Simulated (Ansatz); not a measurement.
# Ligand exchange: NaF + C2H8InN → NaNH2 + C2H6FIn

Species: NaF, singlet; C2H8InN `C[CH2][InH][NH2]`, singlet; NaNH2 `[NH2][Na]`, singlet; C2H6FIn `C[CH2][InH][F]`, singlet. The partners trade F for NH2: Na–F and In–NH2 bonds give way to Na–NH2 and In–F.

Shapes, held fixed at every level: PBE0-D4/def2-TZVP. Flexible molecules stand in one conformer, not always the lowest. Programs: Ansatz 0.2.0. The zero-point and thermal change to 298 K, harmonic and unscaled (PBE0-D4/def2-TZVP), is -4.4 kJ/mol.

```tsv
level	kind	ΔH(298 K) (kJ/mol)	less CCSD(T)/def2-TZVPP	CPU time (sum over the molecules)
HF/def2-TZVPP	Hartree–Fock	+78.1	-3.3	–
PBE-D4/def2-TZVPP	GGA	+72.8	-8.6	17 s
BHLYP-D4/def2-TZVPP	global hybrid	+80.6	-0.8	20 s
r2SCAN0-D4/def2-TZVPP	global hybrid	+79.9	-1.5	30 s
wB97M-V/def2-TZVPP	range-separated hybrid	+77.3	-4.1	69 s
MP2/def2-SVP	perturbation theory	+84.9	+3.5	–
CCSD(T)/def2-SVP	coupled cluster or CI	+84.1	+2.7	38 s
CCSD(T)/def2-TZVPP	coupled cluster or CI	+81.4	0.0	29 min
```

The highest level, CCSD(T)/def2-TZVPP, gives ΔH(298 K) = +81.4 kJ/mol; the levels span +72.8 to +84.9. The column of differences is taken from that level and isn't an error. No measured value is set beside it here. For atoms past krypton def2 sets carry core potentials with scalar relativity. Outer-core shells of In, Na are correlated in most correlated rows, in sets that cover them unevenly. Times are processor times on shared x86 and Arm servers, and rough.

The exchange is clearly uphill at every level: fluoride stays with sodium and amide with indium. Sodium binds almost purely by electrostatics, so it gains most from the small, compact fluoride ion, whose charge sits closer to the metal than that of the larger amide. Indium(III) forms more covalent bonds, and the less electronegative nitrogen probably recovers part of the difference there through better orbital overlap and some lone-pair donation into the empty p orbital on the metal.

Because one metal–ligand bond of each kind is traded for another, much of the correlation energy cancels, and Hartree–Fock already comes within 3.3 kJ/mol of coupled cluster in the same basis. MP2 and CCSD(T) nearly coincide in the smaller basis, so the offset of MP2 from the highest level is mostly a basis-set effect. PBE-D4 gives the lowest value, but its deviation is far too small to affect the direction. With two molecules on each side, the entropy term is probably modest, though the enthalpies alone don't fix the equilibrium constant.
